The volume change is the volume that a crystal gains or loses under pressure, as a percentage of its volume at zero pressure. For each applied pressure, a density functional calculation let the cell relax until its internal stress balanced the load, at zero temperature and with the starting symmetry kept. The functional was PBEsol, used with PAW datasets made for PBE, and the effect of this mismatch on the volumes was not tested. The crystal is ordered CsRb, in which flat layers of caesium alternate with flat layers of rubidium along the direction c.

The two-atom CsRb cell was relaxed under pressure in Ansatz 0.2.0 with its Cmmm symmetry kept, using PBEsol, plane-wave PAW, scalar-relativistic, no spin polarisation, a 420 eV cutoff and 0.1 eV Gaussian smearing. Changes are from the zero-pressure cell (primitive a = 5.039 Å, c = 8.092 Å, 97.00 Å³ an atom). Space groups are for a tolerance of 0.01.

```
applied pressure (GPa)    k mesh  volume change (%)  enthalpy change (eV/atom)  a change (%)  c change (%)  energy change (meV/atom)  final space group number
                     2   10×10×6             -34.62                      0.947        -13.96        -12.06                     155.6                        65
                     5   10×10×6             -51.82                      1.945        -22.87        -23.53                     486.1                        65
                    10   12×12×8             -63.87                      3.196        -30.58        -29.22                    1009.1                       123
                    20   12×12×8             -74.09                      5.000        -35.23        -41.69                    1863.0                       123
                    40  14×14×10             -78.52                      7.823        -38.66        -46.10                    2621.1                       123
```

A load of 2 GPa removes 35 % of the volume, and at 20 GPa 74 % is gone. The next doubling of the pressure takes away only about 4 % of the original volume. Part of this flattening is arithmetic, because little volume is left to lose. A fairer measure is the mean stiffness, the pressure step divided by the fall in the logarithm of the volume.

This stiffness is 4.7 GPa over the first step, roughly twice that of water. It grows from step to step, by a factor of about two or a little less, and reaches 30 GPa between 10 and 20 GPa. Over the last step it jumps to 107 GPa. There are thus two things to explain: why the metal starts so soft, and why it hardens so abruptly at the end.

## A thin electron gas

Each atom gives one outer electron to the metal, and that electron has 97 Å³ to itself at zero pressure. Three effects decide how much room it takes. Confinement raises its kinetic energy, attraction to the positive ions pulls the crystal together, and the inner shells of the ions keep the electron out of part of the space. At such a low electron density all three contributions to the pressure are only a few gigapascals, and they cancel at the starting volume. A modest outside pressure therefore shifts the balance a long way.

Compression strengthens the three effects at different rates. The two repulsive ones grow faster than the attraction, so each further reduction in volume costs more pressure than the last. This is the ordinary reason why the stiffness rises along the series.

The picture becomes a formula if the electrons are treated as a uniform gas. Let $r_s$ be the radius, in bohr, of a sphere with the volume $V$ of one atom. In rydberg, the energy per atom is

$$E=\frac{T}{r_s^2}-\frac{C}{r_s}+\frac{A}{r_s^3}.$$

Here $T=\tfrac35(9\pi/4)^{2/3}=2.21$ stands for the kinetic energy. The constant $C=\tfrac{3}{2\pi}(9\pi/4)^{1/3}+1.8=2.72$ combines exchange with electrostatic attraction. The core constant $A$ is set by one condition, that the pressure vanish at the starting volume.

The pressure is $P=-dE/dV$. With $u=(V_0/V)^{1/3}$, where $V_0$ is the starting volume, it takes the form

$$P=p_T\,u^5-p_C\,u^4+(p_C-p_T)\,u^6 .$$

The starting radius is $r_0=5.386$ bohr. With $K$ as the factor that converts rydberg per cubic bohr to gigapascals, this gives

$$p_T=\frac{2KT}{4\pi r_0^5}=1.14\ \text{GPa},\qquad p_C=\frac{KC}{4\pi r_0^4}=3.78\ \text{GPa}.$$

## The 2 GPa row worked through

At 2 GPa the volume is $97.00\times(1-0.3462)=63.42$ Å³ an atom, so $u=(97.00/63.42)^{1/3}=1.152$. The formula then gives

$$P=1.14\times2.03-3.78\times1.76+2.64\times2.34\approx1.8\ \text{GPa}.$$

The load in the calculation was 2 GPa, so the estimate is 9 % too low. This row had no part in setting the constants. The softness of the first step thus has the size expected of a dilute electron gas held open by its ion cores.

## The middle rows push back too little

The same formula, used at the computed volumes of the other rows, asks for more pressure than was applied. Its excess is 4 % at 5 GPa, 17 % at 10 GPa and 36 % at 20 GPa. At 40 GPa it falls back to 6 %. The computed crystal is therefore softer in the middle of the series than a simple electron gas, and it recovers at the end.

This pattern survives a change in how the gas is described. If the correlation energy of the electrons is added and the core constant is set anew, the excess still peaks at 20 GPa, at 49 %, and drops to 16 % at 40 GPa. The size of the deviation depends on the version, but both versions show the same rise and fall.

Standard theory of the heavy alkali metals offers a cause. The outer electron begins in an s state, which must avoid the inner shells and becomes costly when the atoms are squeezed. Empty d states, 5d in caesium and 4d in rubidium, rise less and come within reach. As electrons acquire d character they fit into a smaller volume, and the crystal gives way more easily. The volumes agree with this account but are no direct test of it, since other departures from a uniform gas could lower the pressure too.

## Why the last step is hard

Whether the jump in stiffness is a real change of behaviour can be tested with a smooth curve. The Murnaghan form $P=B\,[(V_0/V)^s-1]$ was fitted by least squares of the relative pressure error to the four rows up to 20 GPa. It meets them within 2 % of the pressure. Continued to the volume of the last row, it predicts 30 GPa where the calculation needed 40 GPa. The final stiffening is more than the earlier trend carried on. Part of the contrast with the step before may come from the stacking of the layers, which changes between 10 and 20 GPa, as described below, and can make that step softer.

The distances between the atoms suggest a second reason. The nearest caesium and rubidium atoms are 3.30 Å apart at 20 GPa and 3.09 Å apart at 40 GPa. Ionic radii taken from salts put the contact of their closed shells near 3.2 Å, give or take a few tenths, so the last step probably presses filled shells further into each other. The onset is not sharp, since neighbours within a caesium layer are 3.26 Å apart already at 20 GPa, inside their own rough contact distance of 3.4 Å. Filled shells repel steeply, because the Pauli principle forces the electrons of overlapping shells into states of higher energy.

This repulsion is absent from the electron-gas formula, which lets the cores act only on the outer electrons. Its small error at 40 GPa may therefore be a cancellation, in which d character lowers the true pressure and shell contact raises it. The softening should also fade once most of the outer electrons have changed character. Theory expects both changes in this range, and the volumes alone do not separate them.

## The uneven changes of shape

The edges shrink far less regularly than the volume. In the table, a is the edge of the smallest repeating unit within a layer, and c is the height of the cell. At 2 GPa this repeating unit is still a rhombus, much as in a body-centred cubic crystal. From 5 GPa on it is a square, since $a^2c$ equals the cell volume within rounding. The space group number switches only at 10 GPa because it depends on the tolerance of the symmetry search, so in these runs the layers become square between 2 and 5 GPa.

With square layers, the ratio $c/a$ tells how the layers are stacked. A value of $\sqrt2\approx1.41$ would place the atoms as in a face-centred cubic crystal. The ratio is 1.64 at 10 GPa, a stretched stacking, but 1.45 at 20 GPa and 1.41 at 40 GPa. The sharp drop of c between 10 and 20 GPa, where a shrinks much less, is this closing-up of the stacking.

The closing-up relieves the closest contacts, which lie within the layers. Had the shape of 10 GPa been kept, the volume at 20 GPa would leave only $(2\times25.13/1.637)^{1/3}=3.13$ Å between neighbours in a layer. The calculation has 3.26 Å there, because the layers have moved together instead. The run at 20 GPa started from the stretched shape and left it during the relaxation.

Such relief should count for more as the pressure rises, because filled shells repel steeply. At a given volume, the face-centred arrangement keeps equal spheres as far apart as possible, and atoms whose closed shells touch behave increasingly like spheres. By 40 GPa the crystal has almost exactly this shape.

Why the stacking is stretched at 5 and 10 GPa is less clear. Directional bonding through d states is a reasonable guess, as caesium and rubidium are known for open structures under pressure. The relaxation at 10 GPa started from the shape reached at 5 GPa and stretched it further, from a ratio of 1.59 to 1.64, so the form is not merely left over from the start. Neither of these two runs started from the face-centred shape, however, so a second minimum there is not ruled out. A two-atom cell leaves no room for most of the complex structures of these metals, and a real sample could follow another path.

## What the enthalpy adds

The enthalpy change can look alarming, since it is positive and reaches 7.8 eV an atom. It is the energy change plus the product of pressure and volume, $H=E+PV$. At 2 GPa that product supplies $0.79$ eV of the total of 0.947 eV. The positive sign is thus the normal price of holding a volume open against a load and is no sign of instability. Stability would have to be judged against another structure at the same pressure.

The slope of the enthalpy with pressure is the volume itself. Between 20 and 40 GPa it comes to $(7.823-5.000)/20\times160.2=22.6$ Å³ an atom, which lies between the volumes of the two rows. The enthalpy therefore climbs ever more slowly per gigapascal as the crystal shrinks. The energy change keeps growing for a different reason: it stores the work done in compressing the metal.

Two quantities thus sum up the series. The large volume per outer electron goes with the softness at the start, and, if shell contact is what hardens the metal, the gap between the starting distance and that contact gives a rough idea of how far the compression can go before the metal turns hard. In CsRb that gap is wide, from 4.99 Å down to about 3.2 Å, which leaves room for the large loss of volume before the last step.
